**2s and 4s orbitals of groups 12 and 13: screened hydrogenic scaling**

The table holds eigenvalues and mean radii of the 2s and 4s orbitals of Zn, Cd, Hg, Ga, In and Tl from non-relativistic, configuration-averaged Hartree-Fock with a point nucleus at the basis limit. The program tests $\langle r\rangle = 3n^2/[2(Z-\sigma)]$ with one fitted screening constant per shell, compares it with Slater's rules, and estimates the lift of $\varepsilon(2s)$ by the charge of the outer shells. The fit ($\sigma_{2s}=3.97$, $\sigma_{4s}=21.64$) gives the radius ratio within 3.4% rms, with the 4s radius 6.4% too small for Hg and Tl, while Slater's rules miss by 29%. The effective 4s charge gains 1.36 from Zn to Ga, where 4s is the valence shell, and less than one in the steps where it is core. The outer charge supplies 76% (Zn) to 100% (Hg) of the shift needed to reach the computed 2s eigenvalue.

Neutral Zn, Cd, Hg, Ga, In and Tl atoms, computed with B-spline radial code 1 in non-relativistic Hartree-Fock at the basis-set limit, with a spherical atom, an average over the configuration and a point nucleus. ε is the eigenvalue and <r> the mean radius of the occupied 2s and 4s orbitals.

## Program and output

```python
# Table: 2s and 4s eigenvalues (eV) and mean radii (bohr) of Zn, Cd, Hg, Ga, In, Tl; B-spline radial
# code, non-relativistic Hartree-Fock, configuration average, point nucleus, basis limit.
# Tested: screened hydrogenic scaling <r>=3n^2/(2(Z-s)), Slater's rules as rival, outer-charge shift of e(2s).
T = {
    'ion': ['Zn', 'Cd', 'Hg', 'Ga', 'In', 'Tl'],
    'Z': [30, 48, 80, 31, 49, 81],
    'configuration': ['[Ar] 3d10 4s2', '[Kr] 4d10 5s2', '[Xe] 4f14 5d10 6s2', '[Ar] 3d10 4s2 4p1', '[Kr] 4d10 5s2 5p1', '[Xe] 4f14 5d10 6s2 6p1'],
    'e_2s': [-1207.14, -3864.2, -12809.4, -1310.73, -4065.26, -13185.6],  # eV
    'e_4s': [-7.95952, -121.105, -695.887, -11.5537, -135.423, -731.536],  # eV
    'gap': [1199.18, 3743.1, 12113.5, 1299.18, 3929.83, 12454.0],  # eV
    'r_2s': [0.22877, 0.13713, 0.079615, 0.22063, 0.13413, 0.078582],  # bohr
    'r_4s': [2.8977, 0.91413, 0.43929, 2.4889, 0.8813, 0.43194],  # bohr
    'r_ratio': [12.666, 6.6663, 5.5176, 11.281, 6.5707, 5.4967],
}
import numpy as np
from scipy.constants import physical_constants as pc, alpha
from scipy.optimize import least_squares
Ha = pc['Hartree energy in eV'][0]
ion = list(T['ion']); ix = {s: i for i, s in enumerate(ion)}
Z, e2, e4, gap, r2, r4, rr = (np.array(T[k], float) for k in ('Z', 'e_2s', 'e_4s', 'gap', 'r_2s', 'r_4s', 'r_ratio'))
Zr2, Zr4 = 6/r2, 24/r4
Ze2, Ze4 = 2*np.sqrt(-2*e2/Ha), 4*np.sqrt(-2*e4/Ha)
half = lambda x: 0.5*10**(np.floor(np.log10(x)) - 4)
print("row: Zr(2s) Zr(4s) | screening from <r> 2s 4s | from e 2s 4s | e4s/e2s % (bare nucleus 25) | (Z alpha)^2")
for i, s in enumerate(ion):
    print(f"{s}: {Zr2[i]:.2f} {Zr4[i]:.2f} | {Z[i]-Zr2[i]:.2f} {Z[i]-Zr4[i]:.2f} | {Z[i]-Ze2[i]:.2f} {Z[i]-Ze4[i]:.2f} | {100*e4[i]/e2[i]:.2f} | {(Z[i]*alpha)**2:.3f}")
print(f"rounding floor: screening <= {max(max(Zr2*half(r2)/r2), max(Zr4*half(r4)/r4)):.4f}; radii <= {100*max(max(half(r2)/r2), max(half(r4)/r4)):.4f} %")
s2 = least_squares(lambda p: 6/(Z-p[0])/r2 - 1, [4.0]).x[0]
s4 = least_squares(lambda p: 24/(Z-p[0])/r4 - 1, [21.0]).x[0]
m2, m4 = 6/(Z-s2), 24/(Z-s4)
n4sp = np.array([{'Zn': 2, 'Ga': 3}.get(s, 8) for s in ion])   # electrons in the 4s4p group
S2 = 2*0.85 + 7*0.35; S4 = 0.35*(n4sp-1) + 0.85*18 + 10        # Slater's rules, n* = 2 and 3.7, nodeless
q2, q4 = 2*2.5/(Z-S2), 3.7*4.2/(Z-S4)
print(f"constant screening fit, all rows: s(2s)={s2:.2f}, s(4s)={s4:.2f}; Slater s(2s)={S2:.2f}")
print("row: ratio table, model | err % r2s r4s ratio | Slater s(4s), err % r2s r4s ratio")
for i, s in enumerate(ion):
    print(f"{s}: {rr[i]:.2f} {m4[i]/m2[i]:.2f} | {100*(m2[i]/r2[i]-1):+.1f} {100*(m4[i]/r4[i]-1):+.1f} {100*(m4[i]/m2[i]/rr[i]-1):+.1f}"
          f" | {S4[i]:.2f} {100*(q2[i]/r2[i]-1):+.1f} {100*(q4[i]/r4[i]-1):+.1f} {100*(q4[i]/q2[i]/rr[i]-1):+.1f}")
for nm, m in (('constant', m4/m2), ('Slater', q4/q2)):
    d = m/rr - 1; print(f"{nm}: rms ratio error {100*np.sqrt(np.mean(d**2)):.1f} %, worst {ion[int(np.argmax(abs(d)))]}")
print("one proton: dZr 2s 4s | change % r2s r4s (model r4s) | change % e2s e4s | de2s de4s eV")
dz = {}
for a, b in (('Zn', 'Ga'), ('Cd', 'In'), ('Hg', 'Tl')):
    i, j = ix[a], ix[b]; dz[a] = Zr4[j] - Zr4[i]
    print(f"{a}->{b}: {Zr2[j]-Zr2[i]:.3f} {dz[a]:.3f} | {100*(r2[j]/r2[i]-1):+.1f} {100*(r4[j]/r4[i]-1):+.1f} ({100*(m4[j]/m4[i]-1):+.1f})"
          f" | {100*(e2[j]/e2[i]-1):+.1f} {100*(e4[j]/e4[i]-1):+.1f} | {e2[j]-e2[i]:.1f} {e4[j]-e4[i]:.2f}")
print("down a group: shrink factor r2s r4s | growth factor e2s e4s gap | change of s(2s) s(4s) from <r>")
for a, b in (('Zn', 'Cd'), ('Cd', 'Hg'), ('Ga', 'In'), ('In', 'Tl')):
    i, j = ix[a], ix[b]
    print(f"{a}->{b}: {r2[i]/r2[j]:.2f} {r4[i]/r4[j]:.2f} | {e2[j]/e2[i]:.2f} {e4[j]/e4[i]:.2f} {gap[j]/gap[i]:.2f}"
          f" | {(Z[j]-Zr2[j])-(Z[i]-Zr2[i]):+.2f} {(Z[j]-Zr4[j])-(Z[i]-Zr4[i]):+.2f}")
print(f"gap Hg/Zn {gap[ix['Hg']]/gap[ix['Zn']]:.1f}, Tl/Ga {gap[ix['Tl']]/gap[ix['Ga']]:.1f}")
# further outputs of the same runs: |electron-nucleus energy| (hartree), <1/r> of 1s, 2s, 2p (1/bohr); none for Tl
F = {'Zn': (4261.94, 29.51205, 6.467081, 6.401756), 'Cd': (13015.36, 47.47763, 10.84171, 10.81431),
     'Hg': (43850.55, 79.44733, 18.73183, 18.73846), 'Ga': (4608.17, 30.50972, 6.708766, 6.645972),
     'In': (13661.12, 48.4762, 11.08613, 11.06033)}
print("2s, hartree: -Zr^2/8, table, shift needed, sum N<1/r> (n>=3), sum/needed, model err %")
for s, (v, a, b, c) in F.items():
    i = ix[s]; h = -Zr2[i]**2/8; e = e2[i]/Ha; out = v/Z[i] - 2*a - 2*b - 6*c
    print(f"{s}: {h:.1f} {e:.1f} {e-h:.1f} {out:.1f} {out/(e-h):.2f} {100*((h+out)/e-1):+.1f}")
# further outputs of the same runs: valence s energy (hartree) and mean radius (bohr)
V = {'Cd': (-0.2648559, 3.237483), 'Hg': (-0.2610459, 3.328412), 'In': (-0.3726628, 2.84449)}
for s in ('Zn', 'Ga'):
    V[s] = (e4[ix[s]]/Ha, r4[ix[s]])
for g in (('Zn', 'Cd', 'Hg'), ('Ga', 'In')):
    print("valence s (eV, bohr, ratio to 2s): " + "; ".join(f"{s} {V[s][0]*Ha:.2f} {V[s][1]:.3f} {V[s][1]/r2[ix[s]]:.1f}" for s in g))
# further outputs: mean radii of 4p, 4d, 4f and radii of maximum of 4s, 4f (bohr)
print(f"<r>/<r>(4s): Cd 4p {0.9803859/r4[ix['Cd']]:.2f} 4d {1.252087/r4[ix['Cd']]:.2f}; "
      f"Hg 4p {0.443321/r4[ix['Hg']]:.2f} 4d {0.4503438/r4[ix['Hg']]:.2f} 4f {0.4692049/r4[ix['Hg']]:.2f}")
print(f"Hg radius of maximum 4f/4s = {0.362952/0.413813:.2f}")
assert np.all(rr > 4) and np.all(np.diff(rr[np.argsort(Z)]) < 0)
assert np.all(Ze2 < Zr2) and np.all(Ze4 < Zr4)
assert dz['Zn'] > 1 > max(dz['Cd'], dz['Hg'])
assert np.all(e4/e2 < 0.25)
```

It prints:

```
row: Zr(2s) Zr(4s) | screening from <r> 2s 4s | from e 2s 4s | e4s/e2s % (bare nucleus 25) | (Z alpha)^2
Zn: 26.23 8.28 | 3.77 21.72 | 11.16 26.94 | 0.66 | 0.048
Cd: 43.75 26.25 | 4.25 21.75 | 14.29 36.07 | 3.13 | 0.123
Hg: 75.36 54.63 | 4.64 25.37 | 18.63 51.39 | 5.43 | 0.341
Ga: 27.19 9.64 | 3.81 21.36 | 11.37 27.31 | 0.88 | 0.051
In: 44.73 27.23 | 4.27 21.77 | 14.43 36.38 | 3.33 | 0.128
Tl: 76.35 55.56 | 4.65 25.44 | 18.74 51.67 | 5.55 | 0.349
rounding floor: screening <= 0.0017; radii <= 0.0037 %
constant screening fit, all rows: s(2s)=3.97, s(4s)=21.64; Slater s(2s)=4.15
row: ratio table, model | err % r2s r4s ratio | Slater s(4s), err % r2s r4s ratio
Zn: 12.67 12.46 | +0.8 -0.9 -1.6 | 25.65 -15.5 +23.3 +45.8
Cd: 6.67 6.68 | -0.6 -0.4 +0.2 | 27.75 -16.8 -16.1 +1.0
Hg: 5.52 5.21 | -0.9 -6.4 -5.5 | 27.75 -17.2 -32.3 -18.2
Ga: 11.28 11.56 | +0.6 +3.1 +2.4 | 26.00 -15.6 +24.9 +47.9
In: 6.57 6.58 | -0.7 -0.5 +0.2 | 27.75 -16.9 -17.0 -0.2
Tl: 5.50 5.19 | -0.9 -6.4 -5.6 | 27.75 -17.2 -32.4 -18.4
constant: rms ratio error 3.4 %, worst Tl
Slater: rms ratio error 29.1 %, worst Ga
one proton: dZr 2s 4s | change % r2s r4s (model r4s) | change % e2s e4s | de2s de4s eV
Zn->Ga: 0.968 1.360 | -3.6 -14.1 (-10.7) | +8.6 +45.2 | -103.6 -3.59
Cd->In: 0.979 0.978 | -2.2 -3.6 (-3.7) | +5.2 +11.8 | -201.1 -14.32
Hg->Tl: 0.991 0.930 | -1.3 -1.7 (-1.7) | +2.9 +5.1 | -376.2 -35.65
down a group: shrink factor r2s r4s | growth factor e2s e4s gap | change of s(2s) s(4s) from <r>
Zn->Cd: 1.67 3.17 | 3.20 15.22 3.12 | +0.47 +0.03
Cd->Hg: 1.72 2.08 | 3.31 5.75 3.24 | +0.39 +3.62
Ga->In: 1.64 2.82 | 3.10 11.72 3.02 | +0.46 +0.41
In->Tl: 1.71 2.04 | 3.24 5.40 3.17 | +0.38 +3.67
gap Hg/Zn 10.1, Tl/Ga 9.6
2s, hartree: -Zr^2/8, table, shift needed, sum N<1/r> (n>=3), sum/needed, model err %
Zn: -86.0 -44.4 41.6 31.7 0.76 +22.4
Cd: -239.3 -142.0 97.3 89.6 0.92 +5.4
Hg: -709.9 -470.7 239.2 239.3 1.00 -0.0
Ga: -92.4 -48.2 44.3 34.3 0.78 +20.6
In: -250.1 -149.4 100.7 93.3 0.93 +5.0
valence s (eV, bohr, ratio to 2s): Zn -7.96 2.898 12.7; Cd -7.21 3.237 23.6; Hg -7.10 3.328 41.8
valence s (eV, bohr, ratio to 2s): Ga -11.55 2.489 11.3; In -10.14 2.844 21.2
<r>/<r>(4s): Cd 4p 1.07 4d 1.37; Hg 4p 1.01 4d 1.03 4f 1.07
Hg radius of maximum 4f/4s = 0.88
```
